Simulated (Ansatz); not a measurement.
BaRe: formation energy and pressure against volume per atom

Results calculated with Ansatz 0.2.0, not measured. Plane-wave density functional theory, PAW datasets, Gaussian smearing 0.05 eV: one cell in which all forces lie under 0.002 eV/angstrom; stress (xx yy zz yz xz xy) and pressure positive in compression; site moments are of spin alone; formation energy from the elements run alike, uncorrected.

Cell of the first row (space group Pm-3m, No. 221):
```
cell vectors (Å)
   3.5664     0.0000     0.0000
   0.0000     3.5664     0.0000
   0.0000     0.0000     3.5664
atoms (fractions of the cell vectors)
Ba  0.00000  0.00000  0.00000
Re  0.50000  0.50000  0.50000
```

Settings of every row: paw set soft_2; functional PBEsol; spin treatment none; moment partition spheres; spin axis none; wave cutoff 420 eV; k mesh 8x8x8; SCF start atoms; lower state search light; symmetry use detected.

Atom first moment, atom hubbard u: 0 on all atoms.

Limits: formation energy without spin-orbit coupling on heavy elements; the cell comes from a prototype or a list of computed structures and needn't be the stable phase.

```csv
row,volume per atom (Å³),formation energy (eV per atom),pressure (GPa)
1,22.681,2.0219,2.98
2,23.154,?,?
3,23.626,2.0134,0.08
4,24.099,2.0151,-1.08
5,24.118,2.0152,-1.13
6,24.571,2.02,-2.07
7,26.798,2.0739,-5.50
8,29.775,2.2036,-8.20
9,31.703,2.3089,-9.12
```

Question: what formation energy and pressure should row 2 give?

Worked fit of formation energy. Take u = (V_r/V)^(2/3) − 1 with V_r = 24.345 Å³ an atom, which is twice the finite (Eulerian) strain; such expansions in the strain, on which the Birch-Murnaghan equation of state is built, carry the rest volume and the bulk modulus. The shown rows have u = 0.04833, 0.02019, 0.00679, 0.00626, -0.00614, -0.062, -0.12561, -0.16143. Least squares give formation energy = 2.01725 − 0.34903 × u + 9.0322 × u² eV per atom; a straight line predicts inner rows, each left out in turn, worse (root mean square 0.028 against 0.00038 eV per atom). The rows lie off it by 0.0004, -0.0005, -0.0002, -0.0002, 0.0003, 0.0003, 0.0000, -0.0001 (root mean square 0.00029 eV per atom). The withheld row has u = 0.034, so the fit gives 2.01725 − 0.34903 × (0.034) + 9.0322 × (0.034)² = 2.0158 eV per atom.

The calculation gave 2.0155 eV per atom. The fit lies 0.0003 eV per atom (0.1 % of the column's range) above it; its largest miss of a shown row is 0.0005 eV per atom.

Worked fit of pressure. Take u = (V_r/V)^(2/3) − 1 with V_r = 24.345 Å³ an atom, which is twice the finite (Eulerian) strain; such expansions in the strain, on which the Birch-Murnaghan equation of state is built, carry the rest volume and the bulk modulus. The shown rows have u = 0.04833, 0.02019, 0.00679, 0.00626, -0.00614, -0.062, -0.12561, -0.16143. Least squares give pressure = −1.528 + 79.506 × u + 204.7 × u² GPa; a straight line predicts inner rows, each left out in turn, worse (root mean square 0.6 against 0.16 GPa). The rows lie off it by 0.19, -0.08, -0.10, -0.11, -0.06, 0.17, 0.09, -0.09 (root mean square 0.12 GPa). The withheld row has u = 0.034, so the fit gives −1.528 + 79.506 × (0.034) + 204.7 × (0.034)² = 1.41 GPa.

The calculation gave 1.43 GPa. The fit lies 0.02 GPa (1.4 % of the value, 0.17 % of the column's range) below it; its largest miss of a shown row is 0.19 GPa.
